At the longest distance, 4.238 Å, Hartree-Fock looks wrong because it is so nearly right. It leaves out electron correlation altogether, and breaking a bond normally changes the correlation energy a good deal. Yet its energy there, counted from the start of the scan, lies only 5 meV above that of full CI, on a curve that has climbed by 2.219 eV. Full CI is the exact answer within the chosen basis and frozen core, so it serves as the reference for every error below.

Scan of one Al–H distance in AlH₄ (charge 0, doublet), computed with Ansatz 0.2.0 and the in-house AFQMC program afq 1 in the 6-31G basis, with frozen cores in the correlated methods. Energies are counted from each level's own value at 1.5955 Å, where the determinant is UHF. U means an unrestricted determinant, RO a restricted open-shell one.

```
point distance (Å)  number  determinant  HF, energy from the start of the scan (eV)  MP2, energy from the start of the scan (eV)  CCSD(T), energy from the start of the scan (eV)  phaseless AFQMC, energy from the start of the scan (eV)  FCI, energy from the start of the scan (eV)  PBE, energy from the start of the scan (eV)  PBE0, energy from the start of the scan (eV)
             1.418       1            U                                       0.301                                        0.320                                            0.344                                                    0.345                                        0.345                                        0.331                                         0.313
             1.738       2            U                                       0.093                                        0.072                                            0.045                                                    0.045                                        0.044                                        0.052                                         0.071
             2.178       3            U                                       1.089                                        1.020                                            0.843                                                    0.838                                        0.835                                        0.878                                         0.973
             2.895       4            U                                       2.024                                        2.193                                            2.027                                                    2.024                                        2.009                                        2.185                                         2.291
             4.238       5           RO                                       2.224                                        2.270                                            2.216                                                    2.219                                        2.219                                        2.595                                         2.613
```

Each level counts its energy from its own value at the start distance, 1.5955 Å. On this scale Hartree-Fock fails in the middle of the curve and recovers at the end: at 2.178 Å it is 254 meV too high. The density functional PBE does the opposite, with an error of 43 meV at that distance and 376 meV in the last row. The differences and the correlation energies used here are in the printed output below.

The formula AlH₄ hides what is being broken. In the coordinates, two of the hydrogen atoms sit 0.76 Å apart and form an ordinary H₂ molecule, which lies near a bent AlH₂. The scan pulls one hydrogen atom off the AlH₂ part. Known chemistry then gives the process as

AlH₂ + H₂ → AlH + H + H₂

where AlH has a closed-shell ground state and the departing atom carries the unpaired electron.

Now count the electron pairs. Seven electrons are correlated, which makes three pairs and one single electron. At the start the pairs are two Al–H bonds and the H₂ bond, and the single electron sits on aluminium. When the hydrogen atom leaves, it takes one electron of the broken bond with it. The other electron stays on aluminium and pairs with the one already there, forming a lone pair. A bond pair has been exchanged for a lone pair, and there are still three pairs.

This count matters because it is closely tied to the error of Hartree-Fock. Let C be the size of the correlation energy, that is, the amount by which full CI lies below Hartree-Fock at the same distance. For energies counted from the start, the definition gives

Hartree-Fock error = C(at this distance) − C(at the start)

Hartree-Fock can therefore follow the curve well while missing a large correlation energy, provided that the missing amount stays the same. Two electrons that share a region of space contribute most to C, so keeping the number of pairs tends to keep C.

An estimate shows how much is at stake. In the first row C is 1.901 eV, and the Hartree-Fock error there is −0.044 eV, so the value at the start follows as

C(start) = 1.901 + 0.044 = 1.945 eV

Divided equally among three pairs, this is about 0.6 eV per pair. The division is crude, since pairs differ and also correlate with one another, but it sets the order of magnitude. Had the break destroyed a pair, Hartree-Fock would have ended several tenths of an eV too low.

The pair count instead suggests little change between the start and the separated fragments, and the last row agrees with it. The count uses no fitted constant, but it was made with the table in view, so it is an explanation and not a forecast. Agreement to 5 meV must still owe something to chance, because a bond pair and a lone pair have no reason to be correlated equally to that precision. What the count explains is the absence of an error of several tenths of an eV.

It does not explain the middle of the curve. At 2.178 Å the correlation energy has grown to 2.199 eV, although the number of electrons and the possible number of pairs are unchanged. Here the exchange of partners is under way. In one arrangement the old bond pair survives and the single electron is on aluminium; in the other the lone pair has formed and the single electron is on hydrogen. The true state is expected to be a mixture of both, although its composition is not given here, and a single determinant describes such a mixture poorly. What it lacks is counted as correlation energy, and the Hartree-Fock curve rises too steeply.

The two rows next to the start show the beginning of the same change. Shortening the bond makes the Hartree-Fock error negative, and lengthening it makes the error positive. As a bond stretches, its bonding and antibonding orbitals draw closer in energy, so the two electrons gain more by avoiding each other on opposite atoms. The correlation energy therefore grows with distance at first. Further out it comes back down, and two causes can contribute: the new pairing takes over, and an unrestricted determinant can itself place the two electrons on opposite atoms, which leaves less to be counted as correlation.

The shape of the full CI curve is compatible with this picture of a bond given up in exchange for a lone pair, although any breaking bond levels off at long distance. The energy climbs steeply as far as 2.895 Å, where it has reached about 91% of its value in the last row. Over the final step the average slope drops to roughly a tenth of what it was in the step before. By then most of the old bond is gone, and theory suggests that the lone pair on aluminium is largely in place. That new pair repays part of the cost of breaking the bond.

The row at 2.895 Å is the irregular one. Judged by Hartree-Fock alone, the difficult region seems to be over, since the error has fallen to 15 meV. MP2, which adds correlation by second-order perturbation theory, is still 184 meV too high, practically the same error as at 2.178 Å. It recovers only 60% of the correlation energy here, its smallest share in any row. The total amount of correlation is back near its starting value, but it has become harder to recover by a low-order correction.

The likely cause is the determinant on which MP2 builds. An unrestricted determinant lets electrons of opposite spin occupy different orbitals, which helps Hartree-Fock follow a bond as it breaks. The price is an admixture of a higher spin state, which second-order perturbation theory removes only in part. How large the admixture is in this row is not given here. In the last row the determinant is of the restricted open-shell type, which has pure spin, and the MP2 error falls to 51 meV. Distance and determinant change together in that step, so the improvement is consistent with this cause without proving it.

The two more complete methods find the same row the hardest, but they stay close to the reference. CCSD(T) is off by 18 meV and phaseless AFQMC by 15 meV. Both treat the correlation of the electrons far more fully than a second-order correction does, so a poor starting determinant harms them much less. In the other rows both stay within 8 meV of full CI. For this reaction the partner exchange is thus a severe test of MP2 and a mild one of CCSD(T).

The functionals follow another pattern. The error of PBE grows at every step of the scan, and almost nine tenths of its final value builds up after 2.178 Å. PBE0, which replaces a quarter of the PBE exchange by exact exchange, lies about 100 meV above PBE at the two middle distances of 2.178 and 2.895 Å. In the last row the two differ by only 18 meV. The share of exact exchange thus matters while the partners are being exchanged, and hardly at all once the fragments are apart. The functionals also break spin symmetry on part of the curve, which may contribute to their difference in the middle rows.

What the two functionals have in common at the end has two plausible sources. One is the new lone pair: the 3s and 3p levels of aluminium lie close together, so this pair gains energy by mixing in configurations with occupied 3p orbitals, and such functionals capture that gain only in part. The other is the small basis. Full CI must build correlation out of the available orbitals, whereas a functional computes it from the density and needs fewer of them. The reference itself may therefore place the separated fragments too low relative to AlH₂. Both explanations are conjectures here, and the gap of 376 meV is a difference within this basis, not an error against nature.

The distinction has some practical weight, because aluminium hydrides serve as precursors for aluminium films in contacts and interconnects, and film growth requires them to lose hydrogen. A method chosen for such a step should be tested at several distances along the breaking bond as well as at the separated fragments. Hartree-Fock would do well here at the fragments and even at 2.895 Å, yet fail at 2.178 Å.

The open question is how much of the PBE gap belongs to the functional and how much to the basis. CCSD(T) lies within 3 meV of full CI in the last row, which makes it a reasonable stand-in where full CI becomes too costly, although its accuracy has been checked only in this small basis. Repeating CCSD(T) and PBE in larger basis sets, at the start and at 4.238 Å only, would show whether the gap closes or remains.

Numerical output:

```
Difference from full CI in meV:
    row   HF  MP2  CCSD(T)  phaseless AFQMC  PBE  PBE0
  1.418  -44  -25       -1                0  -14   -32
  1.738   49   28        1                1    8    27
  2.178  254  185        8                3   43   138
  2.895   15  184       18               15  176   282
  4.238    5   51       -3                0  376   394
Size of the correlation energy:
    row  full CI in eV  MP2 in eV  MP2 share in percent
  1.418          1.901      1.317                  69.3
  1.738          1.994      1.357                 68.08
  2.178          2.199      1.405                 63.91
  2.895           1.96      1.167                 59.56
  4.238           1.95       1.29                 66.18
Correlation energy at the start of the scan in eV: 1.945
Crude correlation energy per pair with three pairs in eV: 0.6482
Shape of the curve:
    row  full CI in percent of last row  full CI slope from the row before in eV per angstrom  PBE0 less PBE in meV
  1.418                           15.55                                                   n/a                   -18
  1.738                           1.983                                               -0.9406                    19
  2.178                           37.63                                                 1.798                    95
  2.895                           90.54                                                 1.637                   106
  4.238                             100                                                0.1564                    18
Rise of full CI over the last step in eV: 0.21
Rise of PBE over the last step in eV: 0.41
Rise of PBE0 over the last step in eV: 0.322
PBE excess in the last row in percent of the full CI energy: 16.94
MP2 error at 2.895 less that in the last row in meV: 133
```
